**Q:** I ran carbon and its heavier congeners through the marked position * of three radical frames. The gap shrinks down the group in two frames and hardly moves in the third, and the HOMO does something different each time. Where do I start?

Calculated values. Ansatz 0.2.0, gas-phase doublet radicals, with * the marked atom in each SMILES frame. Orbital energies are from unrestricted ωB97X-V/def2-TZVPP and Mulliken charges from unrestricted PBE-D4/def2-TZVPP, both at PBE0-D4/def2-TZVP geometries; Sn has a def2 core potential. HOMO and LUMO are taken over both spins.

| formula | frame | * | Z | electronegativity | point group | <S^2> at PBE0 | mean bond of the marked atom (Å) | HOMO (eV) | LUMO (eV) | gap (eV) | charge of the marked atom (e) |
| --- | --- | --- | --- | --- | --- | --- | --- | --- | --- | --- | --- |
| C2H2N | H*(H)C#N | C | 6 | 2.550 | C2v | 0.772 | 1.179 | -9.98 | -1.40 | 8.57 | -0.07 |
| CH2NSi | H*(H)C#N | Si | 14 | 1.900 | Cs | 0.755 | 1.597 | -9.29 | -1.72 | 7.56 | 0.20 |
| CH2GeN | H*(H)C#N | Ge | 32 | 2.010 | Cs | 0.754 | 1.659 | -9.29 | -1.86 | 7.42 | 0.09 |
| CH2NSn | H*(H)C#N | Sn | 50 | 1.960 | Cs | 0.752 | 1.845 | -9.13 | -2.12 | 7.01 | 0.51 |
| C2H5S | H*(H)SC | C | 6 | 2.550 | C1 | 0.757 | 1.285 | -7.14 | 0.87 | 8.00 | -0.28 |
| CH5GeS | H*(H)SC | Ge | 32 | 2.010 | C1 | 0.754 | 1.769 | -7.95 | -0.96 | 6.99 | 0.09 |
| CH5SSn | H*(H)SC | Sn | 50 | 1.960 | C1 | 0.754 | 1.952 | -7.96 | -1.40 | 6.56 | 0.39 |
| CH5BN | H*(H)(H)[N]B | C | 6 | 2.550 | Cs | 0.759 | 1.171 | -9.45 | -0.48 | 8.97 | -0.16 |
| BH5NSi | H*(H)(H)[N]B | Si | 14 | 1.900 | Cs | 0.758 | 1.542 | -10.11 | -1.47 | 8.63 | 0.28 |
| BGeH5N | H*(H)(H)[N]B | Ge | 32 | 2.010 | C1 | 0.759 | 1.606 | -9.82 | -1.02 | 8.80 | 0.21 |

**A:** With what the gap is. Each molecule has one unpaired electron in a singly occupied orbital, the SOMO, and ⟨S²⟩, which is 0.75 for a pure doublet, stays between 0.752 and 0.772. The HOMO is the highest α level. The LUMO is the lowest β level, the empty partner of the SOMO: in every row the lowest empty α level lies more than 2 eV above it and matches the second empty β level instead. So the gap is the splitting of one orbital between two spins and no excitation energy.

**Q:** Why should one orbital have two energies?

**A:** The α electron in the SOMO does not repel itself, while a β electron put there must share the space with it. Take frozen orbitals and exact exchange, let ε₀ collect everything except the SOMO's own charge, and let J be the repulsion of the SOMO density with itself. Then ε(α) = ε₀ + J − J, since self-exchange cancels self-repulsion, and ε(β) = ε₀ + J. In this limit the gap is J, a charging energy of order e²/(4πε₀R) = 14.40 eV Å / R for an orbital of size R. A compact orbital gives a wide gap and a spread-out one a narrow gap. The 8.57 eV of C2H2N corresponds to R = 1.68 Å and the 7.01 eV of CH2NSn to 2.05 Å, which are effective lengths and not orbital radii.

ωB97X-V has full exact exchange only at long range and a small share of it at short range, so its gap is a damped J plus a smaller part from semilocal exchange, and the sum stays below the exact-exchange value for a compact orbital. PBE lies at the other end: both levels feel the same J and only the semilocal exchange-correlation potential separates them. The PBE runs on the same geometries give gaps 4.6 to 7.5 times smaller, 1.72 eV for C2H2N. The midpoint m = (HOMO + LUMO)/2 survives: it lies 0.16 to 0.29 eV below the PBE value in all ten rows. So write HOMO = m − gap/2 and LUMO = m + gap/2, and explain m and the gap separately.

**Q:** Does size account for the gaps in numbers?

**A:** Where the spin sits on *, largely. I fitted gap = a + b/r to the seven cyanide and sulfide rows, with r the mean bond of the marked atom, one offset a per frame and a common b; the output printed below has the residuals. For CH2GeN, a row of the fit, 4.33 + 5.06/1.659 = 7.38 eV against 7.42 eV. The rms miss is 0.06 eV, several times the rounding of the table, and 0.07 eV if the *–H length replaces the mean bond, which mixes *–H with the longer bond to C or S. Pauling electronegativity in the same form gives 0.20 eV and fails on order: Sn lies between Si and Ge on that scale, yet CH2NSn has the narrowest cyanide gap.

Three parameters on seven rows, with the slope set mostly by the two carbon points, prove little: a and b trade against each other, and the rows speak for size without singling out the 1/r form. The gap falls by 18% from C to Sn in both frames, a power of about −0.45 in r, where pure 1/r would demand −1. Theory offers three reasons. The functional damps exact exchange at short range, which holds back the gaps of the most compact orbitals. The carbon SOMO spreads onto its neighbour and is larger than its bonds suggest, and the heavy SOMOs gain s character and are tighter.

**Q:** Is the narrowing then all in the part that PBE lacks?

**A:** No. Of the 1.56 eV lost from C to Sn in the cyanides, 0.95 eV is in the excess over PBE and the other 0.61 eV in the PBE gap itself. Among the heavy cyanides the excess runs 5.90, 6.07, 5.90 eV for Si, Ge, Sn, so the whole narrowing from Si to Sn is already in PBE. Local exchange also weakens as the spin density thins out, so size can act through both parts, but the low excess of Si relative to Ge I cannot explain. The Ge to Sn step has a further weakness, as Ge is all-electron without relativity, Sn has a core potential, and spin-orbit coupling is missing.

**Q:** And the flat gaps of the B–N frame?

**A:** There * has four bonds and the unpaired electron belongs mainly to the two-coordinate nitrogen. In CH5BN the α and β 1s levels differ by 0.405 eV on N and by 0.011 eV on C at PBE, which places the spin. The SOMO is a nitrogen p orbital in the BH2 plane, shared in good part with the two B–H bonds as in iminyl radicals, so it should nearly keep its size when * changes. The 1s test supports this for silicon: at ωB97X-V the α and β levels of nitrogen differ by 0.358 eV in BH5NSi, against 0.396 eV in CH5BN, and those of Si by only 0.006 eV. For Ge I assume the same. The fitted slope, applied to these rows that were kept out, gives 5.06 × (1/1.606 − 1/1.171) = −1.17 eV from C to Ge; the table has −0.17 eV. From C to Si the slope gives −1.04 eV and the table −0.34 eV, the largest change in this frame, for which I have no tested cause. All three gaps exceed every gap of the other frames, that of BH5NSi by only 0.06 eV over C2H2N; a compact nitrogen alone does not account for this, since the orbital is shared with neighbours here too.

**Q:** Now the HOMO. Why does it rise from C to Si in the cyanides but drop from C to Ge in the sulfides?

**A:** The half-gap shrinks by about 0.5 eV in both steps and lifts the HOMO. The difference is in m, and shape and overlap offer a reason. The angles at * sum to 360° for both carbon radicals and to 321–333° for the heavy ones, hence the point group C2v for C2H2N and Cs for the heavier cyanides. A planar carbon p orbital overlaps well with a neighbouring π system. A pyramidal heavy centre at a longer distance comes closer to the limit of no overlap.

Next to sulfur, overlap with the filled lone pair makes a three-electron π bond whose upper, antibonding level is the SOMO. The geometry agrees: in C2H5S the radical C–S bond is 1.70 Å against 1.79 Å for S–CH3, and the radical axis is within 5° of the lone pair, against 25° for Ge and Sn. From C to Ge m falls by 1.32 eV, which outweighs the half-gap. A weaker push and more s character in the SOMO both act in that direction, and these runs do not separate them. The positive LUMO of C2H5S hangs on the basis set, and so may the LUMO of CH5BN, which lies close to zero, but PBE, with both levels bound, puts m within about 0.2 eV in both.

Cyanide offers a filled π below and an empty π* above, so the pushes oppose each other. Its m varies by only 0.19 eV, carbon deepest, and the HOMO follows the gap. The largest ⟨S²⟩ belongs to C2H2N, as suits an allyl-like spread of spin, and its α and β nitrogen 1s levels differ by 0.18 eV against 0.06 eV for Si and 0.05 eV for Ge. The sulfide midpoint lies above the cyanide one by 2.56 eV for C and by about 1 eV for Ge and Sn.

**Q:** Two HOMO pairs are tied. Is that meaningful?

**A:** They are cancellations. From sulfide Ge to Sn, m sinks 0.225 eV and the half-gap returns 0.215 eV; from cyanide Si to Ge both are 0.07 eV. The LUMO adds the two terms and falls in both steps. A sinking m suits more s character, and for Ge the poor screening by the 3d shell, though shifts this small rest on one conformer per row, not always the lowest.

**Q:** BH5NSi has the deepest HOMO of all, with the least electronegative *. Can the charges explain that?

**A:** Induction predicts the reverse: in this frame m deepens as electronegativity falls, from C through Ge to Si, and PBE keeps that order. The charge of the marked atom cannot arbitrate. It is a Mulliken value, which hangs on the basis set, and Löwdin partition of the same densities turns −0.16 e in CH5BN into +0.16 e and swaps Si and Ge. Bending is no help either: B–N–* is 165° for C and 177° for Si and Ge, and bending should add s character and lower carbon. The shift is not the SOMO's alone. The highest occupied β level, which should be the B=N π bond, runs −10.12, −10.84 and −10.56 eV for C, Si and Ge, and from C the β 1s level of boron deepens by 0.43 eV for Si and 0.14 eV for Ge while that of nitrogen rises by 0.02 and 0.16 eV. My guess is that silyl, and germyl less so, draws π density from the B=N unit into its empty σ* levels and lowers the valence levels there; these runs do not prove it. The Si–Ge difference also spans a change from Cs to C1. For a new radical, find the atom that carries the spin, let its size guide your estimate of the gap, and look to its planarity and to the filled and empty levels of its neighbours for m.

Output of the analysis:

```
rounding floor: levels 0.005 eV, differences 0.01 eV, lengths ~0.01 A, angles ~1-2 deg; k=14.40 eV A
row    mid  midPBE dmid gapPBE gap-gapPBE k/gap(A) emptyAlpha-LUMO qMull qLoew (eV, e)
CN/C   -5.690 -5.529 -0.16 1.72 6.85 1.68 4.15 -0.07 +0.37
CN/Si  -5.505 -5.271 -0.23 1.66 5.90 1.90 3.24 +0.20 +0.37
CN/Ge  -5.575 -5.394 -0.18 1.35 6.07 1.94 3.74 +0.09 +0.48
CN/Sn  -5.625 -5.432 -0.19 1.11 5.90 2.05 3.47 +0.51 +0.61
S/C    -3.135 -2.955 -0.18 1.40 6.61 1.80 2.12 -0.28 -0.11
S/Ge   -4.455 -4.175 -0.28 1.07 5.92 2.06 3.17 +0.09 -0.02
S/Sn   -4.680 -4.391 -0.29 0.87 5.69 2.20 2.82 +0.39 +0.11
BN/C   -4.965 -4.744 -0.22 1.66 7.31 1.61 2.84 -0.16 +0.16
BN/Si  -5.790 -5.512 -0.28 1.47 7.16 1.67 3.32 +0.28 +0.11
BN/Ge  -5.420 -5.172 -0.25 1.59 7.21 1.64 3.15 +0.21 +0.33
shape: angle sum at * (deg), r(*-X), r(*-H), r(X-Y) (A); S: tilt of radical axis from normal of *-S-C
CN/C   360 1.37 1.08 1.17 
CN/Si  333 1.82 1.48 1.16 
CN/Ge  332 1.92 1.53 1.15 
CN/Sn  324 2.12 1.71 1.16 
S/C    360 1.70 1.08 1.79 tilt 5
S/Ge   325 2.21 1.55 1.82 tilt 25
S/Sn   321 2.40 1.73 1.81 tilt 25
B-N-* angle (deg) C,Si,Ge: ['165', '177', '177']  r(B-N) A: ['1.33', '1.34', '1.34']
fits gap = a_CN | a_S + b*x, 7 *-centred rows, residuals (table - model, eV) in row order
x=1/r_mean aCN 4.33 aS 4.06 b 5.06 rms 0.060 worst S/Sn [-0.05  0.06  0.04 -0.06  0.01  0.08 -0.09]
x=1/r(*-H) aCN 4.66 aS 4.17 b 4.21 rms 0.070 worst CN/Sn [ 0.03  0.07  0.02 -0.11 -0.07  0.11 -0.04]
x=Pauling  aCN 3.23 aS 2.63 b 2.10 rms 0.201 worst CN/Si [-0.    0.35 -0.02 -0.33  0.03  0.15 -0.18]
ln gap vs ln r_mean (b=exponent; pure 1/r: -1) aCN 2.23 aS 2.19 b -0.45 rms 0.006 worst S/Sn [-0.01  0.01  0.   -0.    0.    0.01 -0.01]
gap-gapPBE, x=1/r_mean aCN 4.01 aS 4.02 b 3.32 rms 0.083 worst CN/Si [ 0.03 -0.18  0.06  0.09  0.01  0.03 -0.03]
BN left out (N-centred): C->Si gap change -0.34 eV; 1/r slope gives -1.04, en slope -1.36
BN left out (N-centred): C->Ge gap change -0.17 eV; 1/r slope gives -1.17, en slope -1.13
CN spread (eV): gap 1.56 mid 0.19 HOMO 0.85 LUMO 0.72 gap-gapPBE 0.95
S spread (eV): gap 1.44 mid 1.54 HOMO 0.82 LUMO 2.27 gap-gapPBE 0.92
BN spread (eV): gap 0.34 mid 0.83 HOMO 0.66 LUMO 0.99 gap-gapPBE 0.15
steps (eV): d(mid), -d(gap)/2, dHOMO, dLUMO
CN/C->CN/Si +0.185 +0.505 +0.69 -0.32
CN/Si->CN/Ge -0.070 +0.070 +0.00 -0.14
CN/Ge->CN/Sn -0.050 +0.205 +0.16 -0.26
S/C->S/Ge -1.320 +0.505 -0.81 -1.83
S/Ge->S/Sn -0.225 +0.215 -0.01 -0.44
BN/C->BN/Si -0.825 +0.170 -0.66 -0.99
BN/Si->BN/Ge +0.370 -0.085 +0.29 +0.45
S minus CN, C/Ge/Sn: mid [2.56 1.12 0.95] gap [-0.57 -0.43 -0.45] eV
C->Sn gap drop: CN 18.2%, S 18.0%; gap/gapPBE 4.6 to 7.5; max <S^2> 0.772 (CN/C)
1s split eV: BN/C (PBE) N 0.405 C -0.011 B -0.030; CN/Ge (wB97X-V) N 0.047; BN/C top beta 0.67 below HOMO
```
